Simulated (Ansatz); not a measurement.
## LaAg: energy above lowest point against volume scale

All results are calculated (Ansatz 0.2.0). Free energy against uniform scaling of the volume at fixed shape and fractions; periodic cell, basis, potentials, k mesh and filling as listed.

The cell before it is scaled or strained (space group Pm-3m, No. 221):
```
LaAg
1.0
      3.7600     0.0000     0.0000
      0.0000     3.7600     0.0000
      0.0000     0.0000     3.7600
La Ag
1 1
Direct
  0.50000 0.50000 0.50000
  0.00000 0.00000 0.00000
```

Settings of every row: functional LDA; dispersion none; potentials PAW; wave cutoff 320 eV; density cutoff 1280 eV; k mesh 6x6x6; k shift 0x0x0; occupations methfessel paxton; smearing width 0.01 eV; spin none; xc grid level 2; SCF threshold exponent -7.

Limits: coarse k mesh, up to 40 meV an atom off; cutoff under the advised one.

```csv
row,volume scale,V (Å³/atom),energy above lowest point (meV/atom)
1,0.92,24.452,13.1
2,0.9467,25.162,2.1
3,0.9733,25.869,0
4,1,26.579,5.4
5,1.0267,27.288,?
6,1.0533,27.995,36.6
7,1.08,28.705,58.4
```

Question: what energy above lowest point should row 5 give?

Worked fit of energy above lowest point. Take u = (V_r/V)^(2/3) − 1 with V_r = 26.224 Å³ an atom, which is twice the finite (Eulerian) strain; such expansions in the strain, on which the Birch-Murnaghan equation of state is built, carry the rest volume and the bulk modulus. The shown rows have u = 0.04775, 0.02794, 0.00913, -0.00892, -0.04263, -0.05848. Least squares give energy above lowest point = 2 − 310.6 × u + 11321 × u² meV/atom; a straight line predicts inner rows, each left out in turn, worse (root mean square 13 against 0.65 meV/atom). The rows lie off it by 0.1, -0.1, -0.1, -0.3, 0.8, -0.5 (root mean square 0.41 meV/atom). The withheld row has u = -0.02617, so the fit gives 2 − 310.6 × (-0.02617) + 11321 × (-0.02617)² = 17.9 meV/atom.

The calculation gave 17.9 meV/atom. The fit meets it to the printed digit.
